## Examination question: bending one hydrogen in SnH₃F

In the molecule SnH₃F one hydrogen is swung towards the fluorine or away from it. The angle H–Sn–F changes, while both bond lengths and all other atoms stay where they are. Energies are counted from the structure at 104.7°, the minimum of PBE0-D4. CCSD(T) serves as the reference, and "error" below means a functional's energy less that of CCSD(T).

Rigid scan of the H–Sn–F angle in gas-phase SnH₃F, computed with Ansatz 0.2.0 in the def2-TZVPP basis with a def2 core potential on Sn. CCSD(T) freezes the cores but correlates the filled d shell of Sn. All else stays as in the PBE0-D4/def2-TZVP minimum at 104.7°, where the energy of each method is set to zero.

```tsv
bend (°)	CCSD(T) (eV)	PBE0-D4 (eV)	B3LYP-D4 (eV)	wB97M-V (eV)	PBE0-D4 less CCSD(T) (eV)	T1 diagnostic
74.7	0.5857	0.5547	0.5580	0.5685	-0.0310	0.015
82.2	0.3187	0.2997	0.3011	0.3072	-0.0190	0.014
89.7	0.1382	0.1285	0.1289	0.1322	-0.0097	0.014
97.2	0.0347	0.0311	0.0312	0.0325	-0.0036	0.014
104.7	0.0000	0.0000	0.0000	0.0000	0.0000	0.014
112.2	0.0276	0.0296	0.0297	0.0291	0.0020	0.014
119.7	0.1134	0.1165	0.1165	0.1160	0.0031	0.014
127.2	0.2549	0.2583	0.2580	0.2587	0.0034	0.014
134.7	0.4515	0.4542	0.4534	0.4563	0.0027	0.014
```

### 1. Which costs more, closing the angle by 30° or opening it by 30°?

**Answer.** Closing costs more. With CCSD(T) it takes 0.59 eV to reach 74.7° and 0.45 eV to reach 134.7°, a ratio of 1.3. The same order holds for each smaller pair of steps, and in all four methods.

**Remark.** These are costs of a forced motion, since the rest of the molecule may not respond. If the other atoms were free to adjust at each angle, the energy at that angle could only fall. The numbers describe the shape of the bending potential along this path, and they should not be read as the lowest energies at which such angles can be reached.

### 2. Can the smallest bends predict the largest ones?

**Answer.** Treat the bend as a spring. Let $d$ be the angle less 104.7° and $k$ the bending constant, so that $E = \tfrac{1}{2}kd^2$. Adding the energies of the two smallest steps, one to each side, gives $E(-7.5°)+E(+7.5°) = k\,(7.5°)^2$, and with the CCSD(T) values

$$k = \frac{0.0347 + 0.0276}{7.5^2} \approx 0.0011\ \text{eV per square degree}.$$

A bend of 30° is four times as large and should therefore cost sixteen times the mean of the two small ones:

$$E(30°) \approx 16 \times \frac{0.0347 + 0.0276}{2} \approx 0.50\ \text{eV}.$$

The rows at 74.7° and 134.7° had no part in this estimate, so they test it. The spring comes out 15% too low for closing and 10% too high for opening.

**Remark.** The pattern of the misses tells more than their size. They have opposite signs, so what the spring lacks is mainly a term that changes sign with $d$, such as one in $d^3$. If the two ends are averaged, that term drops out, and the spring falls only 4% short of the CCSD(T) mean. The spring thus has nearly the right stiffness but cannot tell one direction from the other.

### 3. Why is the potential steeper on the closing side?

**Answer.** A likely reason is that closing the angle drives the hydrogen into the fluorine. The geometry gives an F–H distance of 2.87 Å at the minimum and 2.20 Å at 74.7°. The usual contact distance of the two atoms when they are not bonded is roughly 2.6 Å, a recalled value. Below it the overlap of their filled shells becomes strong, and the Pauli repulsion between them grows steeply with each further step. On opening, the same distance grows to 3.34 Å and this repulsion fades.

A diatomic molecule shows the same shape in its simplest form. Its potential is steeper when the bond is compressed than when it is stretched, because repulsion rises faster than attraction gives way. The comparison covers only the skew near the minimum: a diatomic stretched far enough falls apart, whereas opening this angle breaks no bond.

**Remark.** The table shows the skew, and the geometry shows the close contact; that the contact causes the skew is an argument from known physics. The bonds at tin may also resist a narrow H–Sn–F angle more than a wide one, and total energies cannot separate the two effects. The geometry does at least point to the fluorine side. The moving hydrogen also changes its angles to the other two hydrogens, by about 8° on closing and 14° on opening. If those angles resisted like plain springs, opening would be the dearer direction. In this simple picture, which the table does not test, the skew comes from the fluorine side.

One might suspect that the skew is only a matter of where the zero was put. PBE0-D4 answers this, because the zero is its own minimum. It still finds closing by 30° dearer than opening by $0.5547 - 0.4542 \approx 0.10$ eV.

### 4. Which functional follows CCSD(T) best?

**Answer.** That depends on the side and on the size of the bend. On closing, all three functionals rise too little, and wB97M-V is the closest in every row. At 74.7° its error is −0.017 eV, against −0.031 eV for PBE0-D4. On opening, wB97M-V is still the closest at 112.2° and 119.7°, but at 127.2° and 134.7° it is the furthest off. At 134.7° its error is +0.005 eV, while B3LYP-D4 has the smallest, +0.002 eV.

**Remark.** A candidate who looks only at the row at 134.7° would call all three functionals excellent and wB97M-V the weakest of them. A method that is best at one end of a scan and worst at the other calls for an explanation before it is given a rank.

### 5. At 134.7° PBE0-D4 is off by only 0.003 eV. Does it describe the opening of the angle that well?

**Answer.** No, because two errors nearly cancel there. Split the error at ±30° into a part that is equal on both sides and a part that changes sign. The half sum of the two errors gives the first and their half difference the second:

$$\frac{-0.0310+0.0027}{2} \approx -0.014\ \text{eV}, \qquad \frac{0.0027+0.0310}{2} \approx 0.017\ \text{eV}.$$

On opening the second part counts as positive and almost cancels the first. On closing it counts as negative, and the two add up to the full −0.031 eV.

The equal part means that PBE0-D4 makes the bend too soft. Its energy averaged over both sides lies 2.6% below that of CCSD(T) at ±7.5° and 2.7% below at ±30°. The fault is therefore already there in the smallest bends and grows in proportion to the energy. It amounts to a slightly weak spring, and strong bending only makes it visible.

**Remark.** The same split explains the odd ranking in question 4. At ±30° the averaged energy of wB97M-V is only 1.2% too low, against 2.5% for B3LYP-D4. Its part that changes sign is smaller as well, but by less, so more of it is left over on the wide side. The functional with the better stiffness thus shows the larger error at 134.7°.

Why the functionals are soft is a matter for a guess. Approximate functionals tend to spread electrons out too much, and exact exchange counteracts this. wB97M-V, which uses more of it at long range, has about half the shortfall of the other two, which fits such a cause. The other pair does not fit: PBE0 contains more exact exchange than B3LYP and is still slightly softer. The table therefore leaves the cause open.

### 6. What would change if each method were counted from its own minimum?

**Answer.** The change of sign in the PBE0-D4 error would disappear. To see this, a polynomial of fourth degree in $d$, without a constant term, was fitted by least squares to all nine rows, once for CCSD(T) and once for PBE0-D4. The CCSD(T) minimum then lies about a third of a degree wider than that of PBE0-D4. For bends of 22.5° from the respective minima, the PBE0-D4 error is about −0.008 eV on closing and −0.005 eV on opening. It is too low both ways, as a soft spring should be.

Such a small shift matters because the potential is steep far from its minimum. The slope of the spring is $kd$, so a shift $\delta$ of the minimum changes the energy at $d$ by about $kd\delta$:

$$0.0011 \times 22.5 \times 0.35 \approx 0.009\ \text{eV}.$$

At the minimum itself the slope vanishes, and CCSD(T) gains less than 0.0001 eV by moving there. A common zero that looks harmless in energy can thus tilt the whole comparison.

**Remark.** The polynomials serve only to read the curves between the computed angles. The CCSD(T) minimum found in this way is the lowest point on this path only, for the other atoms still sit where PBE0-D4 put them. Even after the change of zero, the error on closing stays the larger one, so PBE0-D4 also has somewhat too little skew.

### 7. Which of these findings can be trusted, and to how many digits?

**Answer.** The skew is safe to one digit, about 0.1 eV at ±30°. The four methods place it between 0.10 and 0.13 eV, and even the smallest of these values is about three times the largest difference between the methods at the same angle. The softness of the functionals is a finding of 1 to 3% relative to this CCSD(T) calculation. It is supported by the fact that the PBE0-D4 shortfall is nearly the same at the smallest and the largest bend.

The order of the functionals on the wide side deserves no such trust. It rests on a few thousandths of an electronvolt, and the reference has an uncertainty of its own. CCSD(T) here correlates the 4d electrons of tin in a basis set that was not designed for that purpose, so a better basis could move the reference by a similar amount.

**Remark.** The T1 diagnostic warns when a single determinant is a poor start for CCSD(T). It stays between 0.014 and 0.015 along the whole scan, which gives no sign that the reference gets worse as the hydrogen nears the fluorine. That speaks for comparing the two sides with each other. It does not turn the fourth decimal of the table into a statement about the real molecule.
